## Where the electron sits and what a nucleus feels

Phosphorus has one valence electron more than the silicon atom it replaces in SiO₂. The isotropic hyperfine constant, A, tells how strongly the spin of this extra electron couples to the spin of a nucleus. It depends on the spin density exactly at that nucleus. An s orbital has density there, while a p orbital has a node. An atom can therefore hold much of the unpaired electron and still show a small constant.

Computed with Ansatz 0.2.0 using spin-polarised r2SCAN, plane waves (cutoff 500 eV) and default scalar-relativistic PAW datasets with responding cores, at previously relaxed positions. The neutral 36-atom SiO₂ supercell has one Si replaced by P, one unpaired electron and a 3×3×4 k-point mesh. The constant A, defined by H = A I·S, comes from the contact spin density alone.

| atom | distance from the defect (Å) | site moment (muB) | mass number | isotropic hyperfine constant (MHz) |
| --- | --- | --- | --- | --- |
| P1 | 0.21 | 0.12 | 31 | 3130.0 |
| O13 | 1.48 | 0.01 | 17 | -18.3 |
| O17 | 1.52 | 0.02 | 17 | -63.9 |
| O35 | 1.72 | 0.17 | 17 | -124.8 |
| O31 | 1.80 | 0.17 | 17 | -100.8 |
| Si10 | 2.90 | 0.00 | 29 | -4.5 |
| Si8 | 3.02 | 0.00 | 29 | -30.8 |
| Si12 | 3.05 | 0.00 | 29 | 12.0 |
| Si7 | 3.09 | 0.00 | 29 | 12.7 |
| O22 | 3.20 | 0.00 | 17 | -7.7 |
| O15 | 3.47 | 0.00 | 17 | -6.1 |
| O27 | 3.50 | 0.00 | 17 | -3.1 |
| O25 | 3.58 | 0.00 | 17 | -1.8 |
| O32 | 3.61 | 0.00 | 17 | -3.6 |
| O21 | 3.65 | 0.00 | 17 | -4.4 |
| O18 | 3.86 | 0.00 | 17 | -1.2 |

**1. What does the value on phosphorus say about the electron?**

A full unpaired 3s electron on a free phosphorus atom would give roughly 13 000 MHz, a recalled value good to two figures. Dividing the computed constant by it gives 3130/13 000 ≈ 0.24. The contact density on P1 is thus about a quarter of that of a whole 3s electron. This is only an effective share. Polarised inner shells also contribute to the density at the nucleus, and the 3s orbital of phosphorus bound to four oxygens is expected to be more compact than in the free atom, which raises the value per 3s electron.

A plausible picture is a distorted PO₄ unit whose extra electron occupies an antibonding orbital between phosphorus and oxygen, with some phosphorus 3s character. The large constant and the sizeable moments on two of the oxygens, O35 and O31, fit this picture. The O–P–O angles would test it, but they are not given here.

**2. What would change if ¹⁷O were replaced by ¹⁶O?**

The hyperfine constants of oxygen would disappear, because the ¹⁶O nucleus has no spin. The electron would stay where it is, and the constant of phosphorus would not change. A hyperfine constant belongs to an electron and an isotope together, so a missing coupling doesn't prove a missing electron.

**3. O35 has a larger site moment than P1. Why is its constant 25 times smaller?**

Part of the answer lies in the nuclei. The magnetic g factor of ³¹P is about three times that of ¹⁷O in size, so equal spin densities would already give constants that differ threefold. The remaining factor of about eight is a real difference in spin density at the nucleus.

That difference is what one expects if the spin on O35 is mainly 2p. A free-atom oxygen 2s electron would give roughly 5300 MHz in size, so the effective s share on O35 is only about 2%. The site moment counts both p and s spin, whereas the contact constant picks out the s part. Pure 2p spin, acting through polarisation alone, would be expected to give a much smaller constant than O35 shows, so some s admixture is likely.

The moments of P1 and O35 shouldn't be compared too closely. The moments of all listed atoms add up to only about 0.50 μB, although the cell holds one unpaired electron. Nearly all of the rest lies outside the regions assigned to the atoms, so the 0.12 μB on P1 is not the electron's full share there.

**4. Can the constants on oxygen be guessed from distance?**

The nearest oxygens warn against it. O13 is the oxygen closest to the reference point of the table, yet its constant is only −18.3 MHz, against −124.8 MHz for O35. An exponential decay fitted to the seven oxygens beyond 3 Å would put O13 near −820 MHz and make it the largest of the four near ones. These distances are not bond lengths, since P1 itself lies 0.21 Å from the reference point.

The local moment is a better guide. If every oxygen had the same mixture of s and p spin, its constant would be proportional to its moment. The same seven far oxygens give about −2034 MHz per μB. This rate is rough, because contact densities as small as theirs are uncertain by their own size. For O35, which was not in the fit, this predicts −2034 × 0.170 ≈ −346 MHz.

The prediction is nearly three times too large in size, and O31 fails in the same way. For O13 the rule comes close, while for O17 it gives too little. O35 and O31 have the smallest constants per moment of all the oxygens, which fits a larger 2p part there. The factor of three is weak evidence, however. The rule is stretched to moments more than thirty times larger than any in the fit, and among the far oxygens the constant per moment already tends to shrink as the moment grows. The excess at O17 suggests more s character there, but no orbital analysis is at hand to confirm it. The printed output below compares both rules.

**5. Why do Si8 and Si12 have opposite signs at nearly the same distance?**

The g factor of ²⁹Si is negative, so a negative constant means spin parallel to the unpaired electron. This is the case on Si8, with −30.8 MHz. On Si12 the constant is +12.0 MHz, so the spin density at its nucleus is reversed. The unrounded site moments of the same run have matching signs.

Reversed spin doesn't require a second unpaired electron. Exchange acts differently on the two electrons of a bonding pair, because only one of them has the same spin as the unpaired electron. The pair is pulled slightly apart, and some atoms are left with a small surplus of the opposite spin. Such spin polarisation can explain the reversed sign, and no smooth decay with distance can describe both silicon atoms. The contact density on Si12 is small, however, and may be wrong by its own size, so its sign is tentative.

**6. Does phosphorus dope the oxide as it dopes silicon?**

In crystalline silicon, phosphorus binds its extra electron weakly and readily releases it as a carrier. Here, about 97% of the moment assigned to the listed atoms sits on P1 and its four near oxygens. About half of the cell's spin is assigned to no atom, but a widely spread donor state would be expected to leave more moment on the far atoms. The pattern therefore points to an electron held by the defect. Phosphorus is then better regarded as a possible charge trap than as a source of carriers.

The energy levels of the same run support this. The highest filled level lies about 1.9 eV below the lowest empty one, whereas a shallow donor would be expected to leave almost no gap. This gap should not be read as the depth of the level below the conduction band, however. In a spin-polarised run the lowest empty level is likely to be the opposite-spin partner of the filled defect level. The gap is then mainly an exchange splitting, which is expected to be large for a compact state and small for a spread one. The levels are not resolved by spin here, so the depth of the trap remains unknown.

**7. Which digits can be trusted?**

The printed decimals are finer than the physics allows. P1 still feels a force of about 0.4 eV/Å, several oxygens feel about 0.3 eV/Å, and the cell is under a tension of about 3.4 GPa. The geometry is thus not settled for this functional, and the contact density on P1 can change as the atoms move. It is safer to read its constant as about 3000 MHz. No second geometry is available to put an error on it.

The constants on O35 and O31 have a different weakness. Where direct s density is small, polarised inner shells matter more, and semilocal functionals underestimate that polarisation. They also spread defect states too far, so the division of the spin between phosphorus and its neighbours is uncertain. It was also not tested whether another distribution of the spin would be lower in energy.

For the far atoms, the small supercell adds another uncertainty. Half its shortest edge is about 3.7 Å, so O21 and O18 may be about as near to a repeated defect as to their own. Much of the spin sits off centre, on O35 and O31, so other far atoms can feel the repeated defects too. Their constants show that the contact density is small there, but the order among values of a few MHz should not be interpreted.

The analysis program printed:

```
Contact share and constant per moment:
   row  effective s share in percent  site moment in muB  A per moment in MHz per muB
    P1                         24.08              0.1209                        25885
   O13                        0.3453            0.008135                        -2249
   O17                         1.206             0.01849                        -3456
   O35                         2.355              0.1702                       -733.4
   O31                         1.902              0.1707                       -590.4
  Si10                       0.09783           0.0004552                        -9886
   Si8                        0.6696            0.002482                       -12409
  Si12                       -0.2609          -0.0006894                       -17405
   Si7                       -0.2761           -0.001194                       -10636
   O22                        0.1453            0.004691                        -1642
   O15                        0.1151            0.003062                        -1992
   O27                       0.05849            0.001922                        -1613
   O25                       0.03396           0.0009036                        -1992
   O32                       0.06792            0.001262                        -2852
   O21                       0.08302            0.002422                        -1817
   O18                       0.02264           0.0004535                        -2646
Ratio of A on P1 to the size of A on O35: 25.08
Part of that ratio from the nuclear g factors: 3.026
Part of that ratio from the spin density at the nucleus: 8.287
Ratio of effective s shares of P1 and O35: 10.22
Sum of site moments over the table rows in muB: 0.5042
Percent of that sum on P1 and the four near oxygens: 96.87
Moment of O31 and O35 over that of O13 and O17: 12.8
A of O31 and O35 over that of O13 and O17: 2.745
A of Si12 less A of Si8 in MHz: 42.8
Size of A per moment for far oxygens in MHz per muB: 2034
Typical misfit factor of the moment rule on far oxygens: 1.229
Typical misfit factor of the distance rule on far oxygens: 1.425
Moment rule for O13 O17 O35 O31 in MHz: O13 -16.55, O17 -37.61, O35 -346.1, O31 -347.3
Distance rule for O13 O17 O35 O31 in MHz: O13 -817.7, O17 -735.5, O35 -433, O31 -350.3
Half the shortest cell edge in angstrom: 3.655
```
